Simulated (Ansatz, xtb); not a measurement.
## SiBr2 (SMILES Br[Si]Br): methods side by side

SiBr2: 3 atoms, total charge 0, spin state singlet. As SMILES, `Br[Si]Br`. The coordinates come from a PBE0-D4/def2-TZVP relaxation.

```xyz
3

Br    0.9751    1.3421    0.6709
Si   -0.7700    0.3857   -0.3764
Br   -0.2160   -1.7926   -0.3078
```

Quantity: the HOMO–LUMO gap, in eV. The values are calculated.

```tsv
level	kind	program	value (eV)	CPU time
GFN2-xTB	semi-empirical	xtb	2.45	under 2 s
HF/def2-SVPD	Hartree–Fock	Ansatz	9.87	3.7 s
SVWN5/def2-SVPD	LDA	Ansatz	2.65	4.3 s
PBE/def2-SVPD	GGA	Ansatz	2.69	7 s
r2SCAN/def2-SVPD	meta-GGA	Ansatz	2.93	16 s
B3LYP/def2-SVPD	global hybrid	Ansatz	4.12	9.4 s
CAM-B3LYP/def2-SVPD	range-separated hybrid	Ansatz	6.75	10 s
B2PLYP/def2-SVPD	double hybrid	Ansatz	6.48	13 s
```

All-electron rows without a relativistic Hamiltonian named are non-relativistic. The values span 2.45 to 9.87 eV. Orbital gaps aren't excitation energies, and those of double hybrids come from the SCF part alone; they tend to grow with the share of exact exchange. Times are those of the runs behind each value, whatever else they computed, on shared processors of several kinds: orders of magnitude only.

The gap of this bent silylene most likely separates an in-plane silicon lone pair, rich in 3s character, from the largely empty silicon 3p orbital perpendicular to the molecular plane. Bromine stabilises the former inductively and raises the latter by π donation, which favours a closed-shell singlet.

The three semilocal functionals lie close together, from 2.65 to 2.93 eV, so refining the density dependence matters far less than admitting nonlocal exchange. In Hartree–Fock, an empty orbital feels the field of all the electrons, as an added electron would, whereas a semilocal potential treats occupied and empty levels alike. This explains the jump to 9.87 eV. CAM-B3LYP lies slightly above B2PLYP, which suggests that the range at which exact exchange acts counts as well as its overall amount.

The closeness of GFN2-xTB to the semilocal values is no independent confirmation of them, given its parametrised Hamiltonian. With only the singlet computed, the singlet–triplet separation, central to silylene reactivity, remains open.
